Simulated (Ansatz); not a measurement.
**Ligand exchange: C2H7Al + GeH2(SH)2 → C2H7AlS + GeH3(SH)**

Species: C2H7Al `C[CH2][AlH2]`, singlet; GeH2(SH)2, singlet; C2H7AlS `C[CH2][AlH][SH]`, singlet; GeH3(SH), singlet. The partners trade H for SH: Al–H and Ge–SH bonds give way to Al–SH and Ge–H.

Shapes, held fixed at every level: PBE0-D4/def2-TZVP. Flexible molecules stand in one conformer, not always the lowest. Programs: Ansatz 0.2.0. The zero-point and thermal change to 298 K, harmonic and unscaled (PBE0-D4/def2-TZVP), is +3.4 kJ/mol.

(1) Estimate ΔH(298 K) of this reaction.

Results:

(1) The highest level, CCSD(T)/def2-TZVPP, gives ΔH(298 K) = -77.1 kJ/mol; the levels span -79.1 to -75.1. The column of differences is taken from that level and isn't an error. No measured value is set beside it here. Relativity is left out for Ge. Outer-core shells of Ge are correlated in most correlated rows, in sets that cover them unevenly. Times are processor times on shared x86 and Arm servers, and rough.

| level | kind | ΔH(298 K) (kJ/mol) | less CCSD(T)/def2-TZVPP | CPU time (sum over the molecules) |
| --- | --- | --- | --- | --- |
| HF/def2-SVP | Hartree–Fock | -77.0 | +0.1 | – |
| BHLYP-D4/def2-TZVPP | global hybrid | -75.1 | +2.0 | 31 s |
| wB97M-V/def2-TZVPP | range-separated hybrid | -76.5 | +0.6 | 1.9 min |
| wB97X-V/def2-TZVPP | range-separated hybrid | -75.5 | +1.6 | 79 s |
| B2PLYP/def2-TZVPP | double hybrid | -75.5 | +1.6 | 50 s |
| CCSD(T)/def2-SVP | coupled cluster or CI | -79.1 | -2.0 | 26 s |
| CCSD/def2-TZVPP | coupled cluster or CI | -77.0 | +0.1 | – |
| CCSD(T)/def2-TZVPP | coupled cluster or CI | -77.1 | 0.0 | 11 min |

The exchange is clearly exothermic at every level, with CCSD(T)/def2-TZVPP giving -77.1 kJ/mol: thiolate prefers aluminium and hydride prefers germanium. Aluminium is the more electropositive centre, so replacing hydride by the more electronegative sulfur gains more ionic bonding there than is lost at germanium. The three-coordinate aluminium also has an empty 3p orbital that can accept sulfur lone-pair density, an option the saturated germanium centre lacks; this π donation probably adds to the driving force, though the energies don't separate it from bond polarity.

Because the reaction conserves the number of bonds and electron pairs, much of the correlation energy cancels. Perturbative triples barely matter in the larger basis, whereas enlarging the basis shifts CCSD(T) by 2.0 kJ/mol. The close agreement of HF/def2-SVP therefore probably owes something to compensating basis and correlation errors. The result applies to isolated monomers; organoaluminium hydrides and thiolates readily associate through bridging ligands, which could change the exchange enthalpy in condensed phases.
